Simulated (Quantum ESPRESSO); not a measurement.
# Plane-wave cutoff convergence of the pressure and the highest zone-centre phonon in hcp Ru and Zr (LDA, norm-conserving potentials)

Ruthenium is a candidate for the narrowest wiring in integrated circuits, where film stress and the scattering of electrons by phonons both matter. A calculation of either begins with a plane-wave cutoff, and a cutoff that serves one quantity may fail the other. The question here is which settles first in hcp Ru and in hcp Zr, a softer metal: the pressure or the highest optical mode at the zone centre. Each crystal is held in one fixed cell while the cutoff is raised. Both quantities are measured against the run at the highest cutoff of the same crystal, 114 Ry for Ru and 91 Ry for Zr. The changes are therefore basis errors relative to that run, not departures from experiment.

## How the numbers were made

Each crystal (Ru (hcp); Zr (hcp)) was relaxed once and held while the cutoff was changed, the density cutoff in proportion. Program: Quantum ESPRESSO 7.5, plane waves, LDA, PseudoDojo norm-conserving potentials, scalar-relativistic, no spin-orbit coupling, no spin; linear response at the zone centre. Plane-wave runs: cutoff 571 to 1551 eV; k meshes with a least product of divisions and cell-vector length from 33 to 41 Å; cold smearing of 0.272 eV. Times are rough, from shared Arm and x86 server processors.

Notes on method and selection:

- The lowest cutoffs were run to show the error; the reference is the highest cutoff of each crystal, which need not be converged.
- In cells without a Kohn-Sham gap the frequencies depend on k mesh and smearing; errors of a few per cent are possible.
- Without the sum rule a spurious force shifts the squares of all zone-centre frequencies by about the square of the acoustic residue (exactly so for like masses); where the residue is large, it makes much or all of the change.
- Runs that did not converge, have known faults or may not be shown are not listed, and runs on Ansatz's PAW sets soft_1 and soft_2 are kept to separate tables.

Columns:

- cutoff (Ry): wave-function cutoff.
- acoustic residue (cm⁻¹): largest size among the three acoustic modes at the zone centre, which vanish where the numerical grids keep translation symmetry exactly.
- frequency change (%): change of the highest zone-centre mode against the run with the highest cutoff of the same crystal.
- pressure change (GPa): pressure minus that at the highest cutoff, at the same cell (the Pulay stress); compression positive.
- highest mode (cm⁻¹): highest zone-centre mode, no sum rule, no LO-TO term.
- cost (core-s): processor time of the response run, shared machines, rough.

## Computed values

| member | crystal | cutoff (Ry) | acoustic residue (cm⁻¹) | frequency change (%) | pressure change (GPa) | highest mode (cm⁻¹) | cost (core-s) | remark |
| --- | --- | --- | --- | --- | --- | --- | --- | --- |
| 53 Ry | Ru (hcp) | 53 | 1.8 | −1.8377 | −47.98 | 267.6 | 610 |  |
| 70 Ry | Ru (hcp) | 70 | 0.8 | 0.0624 | −3.70 | 272.8 | 1100 |  |
| 88 Ry | Ru (hcp) | 88 | 0.7 | −0.0037 | 0.00 | 272.6 | 1200 |  |
| 114 Ry | Ru (hcp) | 114 | 0.5 | 0.0000 | 0.00 | 272.6 | 2100 | known phase |
| 42 Ry | Zr (hcp) | 42 | 0.5 | 0.1179 | −12.59 | 169.8 | 600 |  |
| 56 Ry | Zr (hcp) | 56 | 0.9 | 0.0118 | −0.82 | 169.7 | 1000 |  |
| 70 Ry | Zr (hcp) | 70 | 1.1 | 0.0059 | 0.00 | 169.6 | 1200 |  |
| 91 Ry | Zr (hcp) | 91 | 0.8 | 0.0000 | 0.00 | 169.6 | 2500 | known phase |

## Mechanism

The phonon settles first. With tolerances of 0.5 GPa and 0.5 %, the frequency of Ru passes at 70 Ry and its pressure at 88 Ry; in Zr the frequency passes already at 42 Ry and the pressure at 70 Ry. The order depends on such tolerances, since the two errors have different units.

A short derivation shows why the pressure is so sensitive.

1. A finite cutoff E raises the energy of the cell by δ(E), which falls as E grows. Most of this error comes from the sharp parts of the wave functions near the nuclei, so at fixed E it is taken not to depend on the volume V.

2. The stress formula strains the plane waves together with the cell. Their kinetic energies scale as V^(−2/3), so expansion lowers the effective cutoff: dE/dV = −2E/(3V).

3. The pressure is minus the volume derivative of the energy. Its error is therefore Δp = (2E/3V) · dδ/dE, which is negative because δ falls with E. This is the Pulay stress.

4. Let δ decay exponentially in x = E/E₀, where E₀ measures the hardness of the potential. Then

   Δp = −P · x · exp[−a(x − 1)],

   where P is the size of the error at E = E₀ and a is the decay constant. E₀ is set to the second cutoff of each crystal, 70 Ry for Ru and 56 Ry for Zr. This is an assumption: it takes the two series of cutoffs to be matched to the hardness of their potentials.

The phonon escapes most of this error. When an atom moves in a fixed cell, the set of plane waves stays the same, and the error near the nucleus travels with the atom. A constant δ drops out of the second derivative of the energy with respect to displacement. Only the part of the error that changes with the distance between neighbours reaches the frequency.

## Fixing and testing the model

The decay constant is fixed on Ru at 53 Ry and Ru at 70 Ry. Dividing each pressure error by its cutoff removes the factor x:

(47.98 / 53) / (3.70 / 70) = 17.1, and ln 17.1 = 2.84

a = 2.84 × 70 / 17 = 11.7, with P = 3.70 GPa for Ru

**Ru at 88 Ry.** 3.70 × (88 / 70) × exp(−11.7 × 18 / 70) = 0.23, so the model gives −0.23 GPa. The table has 0.00 GPa.

For Zr the same a is kept, but the size of the error needs one row of its own: P = 0.82 GPa, from the run at 56 Ry.

**Zr at 42 Ry.** 0.82 × (42 / 56) × exp(11.7 × 14 / 56) = 11.5, so the model gives −11.5 GPa. The table has −12.59 GPa, and the estimate is about 9 % too small in size.

**Zr at 70 Ry.** 0.82 × (70 / 56) × exp(−11.7 × 14 / 56) = 0.055, so the model gives −0.055 GPa. The table has 0.00 GPa.

The hardness scale matters. If Zr is given E₀ = 70 Ry, as for Ru, the estimate at 42 Ry becomes 0.82 × (42 / 56) × exp(11.7 × 14 / 70) = 6.4, about half the tabled size.

The mean miss of the three estimates is 0.5 GPa, against a mean deviation of the three tabled values from their own average of (4.2 + 8.4 + 4.2) / 3 = 5.6 GPa. That advantage rests almost wholly on Zr at 42 Ry, so the shared decay constant has passed one real test. At the two reference cutoffs the model leaves less than 0.005 GPa, which is neglected here.

## Residuals

The pressure error dies away faster than the model allows. At the third cutoff the model leaves −0.23 GPa in Ru and −0.055 GPa in Zr, where the table gives 0.00 for both. The assumption most likely at fault is the single exponential, since the Fourier components of a smooth pseudo-wave function can fall off more steeply than that.

The frequency of Ru at 53 Ry is 1.84 % too low, which means a force constant about 3.6 % too small, since (267.6 / 272.6)² = 0.964. The acoustic residue of 1.8 cm⁻¹ is far too small to explain this, since it enters through its square. More likely the basis error no longer travels unchanged with the atom at this cutoff.

The good result for Zr at 42 Ry belongs to the highest mode alone. The lower optical mode, also computed but not tabled, is off by a far larger fraction at that cutoff. One likely contribution is its softness, because a given error in a force constant is a larger share of a small one.

A settled mean pressure can also hide stress. At the higher cutoffs the Ru cell keeps a small tension along one axis direction and compression along the other, which nearly cancel in the mean.

## Price of accuracy

The response run at the highest cutoff takes about 3.4 times the processor time of the lowest in Ru (2100 / 610) and 4.2 times in Zr (2500 / 600). In Ru the lowest cutoff is a false economy, as it leaves the mode 5.0 cm⁻¹ too low. In Zr, going from 56 to 91 Ry multiplies the cost by 2500 / 1000 = 2.5 and changes the highest mode by only about 0.01 %.

A sensible division of effort is to relax the cell at the third cutoff, where the pressure has settled, and to run the phonon at the second. The second cutoff saves about half the response time of the highest one, but little against the third (1100 against 1200 core-s in Ru). Time saved is better spent on a denser k mesh.

## Conclusions

From the second cutoff upwards, the highest mode in the fixed cell is within 0.07 % of its reference in both metals, while the pressure needs the third cutoff.

The fixed cell is essential to this result. Relaxing Ru with the stress at 70 Ry would shrink the cell. For a bulk modulus of a few hundred GPa, an error of −3.70 GPa means a volume roughly 1 % too small. With an assumed Grüneisen parameter of 1 to 2 (the relative rise in frequency per relative loss of volume), the frequencies would be roughly 1 to 2 % too high.

The k mesh and smearing can shift the frequencies of these metals by a few per cent in either direction, more than any cutoff change from the second cutoff upwards.
